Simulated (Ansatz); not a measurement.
# YTe: pressure against volume scale

All results are calculated (Ansatz 0.2.0). Periodic Kohn-Sham DFT of a crystal at fixed atoms, scaled to volume_scale times the given cell; pressure positive in compression, energy less spherical unpolarised free atoms, largest_vzz the field gradient of largest size among the nuclei.

The cell before it is scaled or strained (space group Fm-3m, No. 225):
```
cell vectors (Å)
   0.0000     3.0475     3.0475
   3.0475     0.0000     3.0475
   3.0475     3.0475     0.0000
atoms (fractions of the cell vectors)
Y   0.00000  0.00000  0.00000
Te  0.50000  0.50000  0.50000
```

Settings of every row: method frozen-core PAW; functional PBEsol; relativity scalar; k mesh 12x12x12; filling fermi-dirac; smearing width 0.05 eV; wave cutoff 420 eV; paw set soft_2.

Atom start moment: 0 on all atoms.

Limits: PAW files made with PBE; no spin-orbit coupling on heavy atoms.

| row | volume scale | V (Å³/atom) | pressure (GPa) |
| --- | --- | --- | --- |
| 1 | 0.94 | 26.605 | 4.205 |
| 2 | 0.96 | 27.171 | 2.46 |
| 3 | 0.98 | 27.737 | ? |
| 4 | 0.99 | 28.02 | 0.172 |
| 5 | 1 | 28.303 | -0.513 |
| 6 | 1.01 | 28.586 | -1.161 |
| 7 | 1.02 | 28.869 | -1.775 |
| 8 | 1.04 | 29.435 | -2.908 |
| 9 | 1.06 | 30.001 | -3.925 |

Question: what pressure should row 3 give?

Worked fit of pressure. Take u = (V_r/V)^(2/3) − 1 with V_r = 28.444 Å³ an atom, which is twice the finite (Eulerian) strain; such expansions in the strain, on which the Birch-Murnaghan equation of state is built, carry the rest volume and the bulk modulus. The shown rows have u = 0.04557, 0.031, 0.01006, 0.00332, -0.00331, -0.00984, -0.02257, -0.03491. Least squares give pressure = −0.8401 + 97.73 × u + 275.38 × u² + 206 × u³ GPa; a parabola predicts inner rows, each left out in turn, worse (root mean square 0.0032 against 0.00073 GPa). The rows lie off it by 0.000, 0.000, 0.001, 0.000, 0.000, 0.000, 0.000, 0.000. The pressure vanishes at u = 0.0084, or V = 28.09 Å³ an atom, and there the bulk modulus at fixed shape and fractions is B = −V dP/dV = (2/3)(1 + u) dP/du = 68.8 GPa. The withheld row has u = 0.01692, so the fit gives −0.8401 + 97.73 × (0.01692) + 275.38 × (0.01692)² + 206 × (0.01692)³ = 0.893 GPa.

The calculation gave 0.894 GPa. The fit lies 0.001 GPa (0.012 % of the column's range) below it, one unit of the last digit.
